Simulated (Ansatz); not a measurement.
Computed against measured: atomisation enthalpy at 298 K

8 molecules with halogens; the atomisation enthalpy at 298 K in kJ/mol, computed less measured. Shapes, held fixed at every level: PBE0-D4/def2-TZVP. Flexible molecules stand in one conformer, not always the lowest. Thermal terms are harmonic and unscaled (PBE0-D4/def2-TZVP); the spin-orbit lowering of the free atoms is taken from their spectra. Programs: Ansatz 0.2.0. Measured values: Active Thermochemical Tables, CRC Handbook of Chemistry and Physics, NIST-JANAF tables.

Levels: A = SPW92/def2-TZVPP; B = MP2/def2-TZVPP; C = CCSD/def2-TZVPP.

| molecule | from tabulated heats | A | B | C |
| --- | --- | --- | --- | --- |
| CH2ClF (SMILES FCCl) | 1617 | +298 | -2 | -79 |
| CH2I2 (diiodomethane) | 1247 | +235 | +5 | -71 |
| CHBr2Cl (chlorodibromomethane) | 1283 | +293 | +13 | -101 |
| CHBrCl2 (SMILES ClC(Cl)Br) | 1341 | +302 | +11 | -104 |
| C2ClF3 (chlorotrifluoroethylene) | 2299 | +617 | +54 | -160 |
| C2F3N (cyanotrifluoromethane) | 2640 | +624 | +66 | -177 |
| C2Br2F4 (1,2-dibromotetrafluoroethane) | 2764 | +783 | +98 | -178 |
| C4H9Br (1-bromobutane) | 5048 | +705 | -64 | -179 |

Q: Which level does best on this set, which worst, and which err to one side?

A: 
```tsv
level	kind	mean error	mean absolute error	worst case
SPW92/def2-TZVPP	LDA	+482.1	482.1	C2Br2F4
MP2/def2-TZVPP	perturbation theory	+22.6	39.1	C2Br2F4
CCSD/def2-TZVPP	coupled cluster or CI	-131.1	131.1	C4H9Br
```

On this set MP2/def2-TZVPP has the smallest mean absolute error and SPW92/def2-TZVPP the largest. SPW92/def2-TZVPP is too high in 8 of 8; MP2/def2-TZVPP is too high in 6 of 8; CCSD/def2-TZVPP is too low in 8 of 8. The heats of C2ClF3, C2F3N, C4H9Br come from older tables and can be uncertain by 10 kJ/mol or more. The molecules' own spin-orbit binding is left out, so errors for heavy halides read too negative. Heats of the atoms come from ATcT where it has them. With so many references in doubt the order of the levels isn't settled. The tabulated values of CH2I2, C2Br2F4 are in doubt (older tables, estimates, or at odds with other calculations) and kept here. Over the 6 molecules whose values aren't doubted the mean absolute errors are A 473.2; B 35.0; C 133.3. For SPW92/def2-TZVPP and CCSD/def2-TZVPP the error tends to grow with the atomisation enthalpy. Correlated wave functions converge slowly with the basis. CCSD also lacks the triples, which bind further. For atoms past krypton def2 sets carry core potentials with scalar relativity. Relativity is left out for Br. Outer-core shells of Br, I are correlated, in sets that cover them unevenly. The set is small.

The LDA overbinding is far too large to blame on the reference heats. Free atoms have more inhomogeneous densities than molecules, so a local functional misses more of their exchange energy and places the separated atoms too high. The error isn't simply proportional to the total binding: 1-bromobutane has the largest atomisation enthalpy, yet its +705 is below the +783 of dibromotetrafluoroethane, which has fewer bonds but many halogen lone pairs.

MP2 binds more strongly than CCSD in every molecule, a comparison in which the measured values cancel. The gap is widest for the three perfluorinated or nearly perfluorinated two-carbon molecules. This suggests that second-order theory, which lacks the coupling between electron pairs, exaggerates the correlation gained where lone pairs and multiple bonds crowd together. MP2's small mean error therefore probably reflects this excess offsetting the binding lost to the finite basis, rather than a converged description. Nor do these errors carry over directly to reactions that conserve bond types, where much of them could cancel.
